Whether a ZnO layer is accepted as a transparent electrode on the strength of a calculated gap depends on the level of theory. Read as the onset of absorption, the PBE gap lies in the infrared near 1.7 µm, so the layer would absorb all visible light. HSE06 puts the onset at 503 nm, which would still cost the blue, while PBE0 puts it at 393 nm, just outside the visible range. The atoms are the same each time; apart from numerical settings, what changes is how exchange and correlation between the electrons are approximated.

ZnO, 8 atoms in the cell, built as 4H polytype, space group P6_3mc (186), conventional a = 3.227, c = 10.473 Å, 11.80 Å³ an atom. Ansatz 0.2.0, plane-wave PAW, no spin polarisation, cell relaxed with r2SCAN. In all rows least direct gap equals band gap.

```
level of theory  band gap (eV)  rough cost in core time (min)
            PBE          0.749                           0.65
         r2SCAN          1.179                           0.93
          HSE06          2.464                            5.2
           PBE0          3.151                            5.3
            LDA          0.685                           0.64
   Hartree-Fock         11.256                            3.7
```

PBE and, further down, LDA give the smallest gaps, only 0.06 eV apart. Both use a potential built from the local density, with or without its gradient, and this one potential acts on filled and empty states alike. It has no means of lowering a state because it is filled, and the gap comes out far too small. The order of the two may hold for this volume only: here the PBE crystal is under pressure and the LDA crystal under tension, and a rough estimate suggests that the order would reverse if each took its own volume.

r2SCAN lies 0.43 eV above PBE without any exact exchange. It also depends on the kinetic-energy density, which is made from the orbitals, so its potential can act differently on states of different shape. That is the standard reason for such a rise; these results do not test it separately.

With HSE06 and PBE0 the gap jumps. Both replace a quarter of PBE exchange by exact (Fock) exchange, HSE06 only at short range and PBE0 at every distance. HSE06 already brings 71 % of the rise from PBE to PBE0. The likely reason is that much of an electron's exchange comes from within a bond length, where the short-range part still holds most of the repulsion; it fades out only over about 5 Å. Exact exchange should also lower the Zn 3d levels, which push up the valence top, but their share was not separated.

The remaining 0.69 eV between the two hybrids can be estimated from the long-range part of the repulsion alone:

v(r) = erf(ωr)/r, which tends to v₀ = 2ω/√π at small r

Here r is the distance between two electrons, and ω, about 0.11 per bohr, sets where short range ends. Fock exchange turns a state ψ into

Kψ(r) = −Σⱼ φⱼ(r) ∫ φⱼ*(r′) v(|r − r′|) ψ(r′) dr′

where the φⱼ are the filled states of the same spin. If v hardly changes over the distances that matter, it can be taken out of the integral as v₀. What remains is the overlap of ψ with the filled states: a filled state is lowered by v₀, an empty one not at all. The PBE exchange that is replaced sees only the density and its gradient. It gives each electron a surrounding hole, in the density of its own spin, that amounts to one electron. For a constant v the energy is then −v₀/2 per electron, whatever the shape of the hole, so both kinds of state are lowered by about v₀/2. Replacing all of it would therefore move each edge by v₀/2, the filled one down and the empty one up.

In numbers, v₀ = 2 × 0.11/√π = 0.124 hartree, or 3.38 eV. A quarter of this gives a gap difference of 0.84 eV, with no parameter adjusted to the table; the calculation gives 81 % of it. The overshoot is in the expected direction, because v does fall off with distance. One reservation concerns PBE0 and, still more, Hartree-Fock: full-range exchange converges slowly with the k mesh, and this was not tested.

The band edges of the same runs are consistent with this mechanism. From HSE06 to PBE0 the valence top falls by 0.39 eV and the conduction bottom rises by 0.30 eV, against 0.42 eV each in the estimate. This comparison assumes a common zero of energy, which is reasonable for the same cell and atoms. The empty state falls further short, plausibly for two reasons: once v varies, its exchange with the filled states is not quite zero, and the PBE exchange it loses is somewhat weaker than v₀/2.

A neighbouring series, with the fraction kept at a quarter and ω varied, would join these rows. At ω = 0 it is PBE0; for small ω the gap should drop nearly in proportion to ω, and for very large ω it must end at PBE.

Hartree-Fock, with all of the exchange and no correlation, overshoots to 11.26 eV. In the real crystal the other electrons rearrange around an added or missing charge and weaken its effect, roughly by the electronic dielectric constant, which is near 4 in ZnO. Hartree-Fock leaves this screening out; mixing in only a quarter of the exchange imitates it. A straight line drawn from PBE to Hartree-Fock and read at a quarter lies 0.22 eV above PBE0, which was not used to draw it. Missing correlation and altered orbitals may both contribute to that miss, and the analysis printed below cannot separate them.

An electrode also has to be doped, which shifts the onset of absorption. For undoped ZnO, PBE0 comes nearest to the measured gap, roughly 3.4 eV, though that value belongs to the wurtzite form and includes lattice vibrations, which the calculation omits. This is no general rule for choosing between the hybrids. With a dielectric constant near 4, a quarter is about the right share of exchange at long range, where HSE06 keeps none. In silicon, where the constant is near 12, a quarter is too much at long range, and PBE0 is expected to overshoot.

The analysis program printed:

```
Edges and absorption onset:
           row  valence top in eV  conduction bottom in eV  wavelength of the gap in nm
           PBE               7.35                    8.099                         1656
        r2SCAN              6.977                    8.156                         1052
         HSE06              6.061                    8.526                        503.2
          PBE0               5.67                    8.821                        393.5
           LDA              6.896                    7.581                         1810
  Hartree-Fock              1.783                    13.04                        110.2
PBE gap less LDA gap, eV: 0.064
r2SCAN gap less PBE gap, eV: 0.43
HSE06 gap less PBE gap (short-range exchange), eV: 1.715
PBE0 gap less HSE06 gap (long-range exchange), eV: 0.687
PBE0 gap less PBE gap, eV: 2.402
Short-range share of the PBE to PBE0 rise, percent: 71.4
Length 1/omega, angstrom: 4.811
Long-range kernel at zero distance, eV: 3.378
Flat-kernel estimate of PBE0 less HSE06 gap, eV: 0.8444
Table value over flat-kernel estimate: 0.8136
Flat-kernel estimate of the shift of each edge, eV: 0.4222
Valence top, PBE0 less HSE06, eV: -0.3916
Conduction bottom, PBE0 less HSE06, eV: 0.2955
Hartree-Fock gap less PBE gap, eV: 10.51
Line from PBE to Hartree-Fock read at a quarter, eV: 3.376
That line less the PBE0 gap, eV: 0.2248
Exchange fraction at which the PBE to PBE0 line reaches 3.4 eV: 0.2759
Inverse of the rough dielectric constant: 0.2703
Rough change of PBE less LDA gap if each took its own volume, eV: -0.304
Cost of HSE06 over PBE, on unlike meshes: 8
```
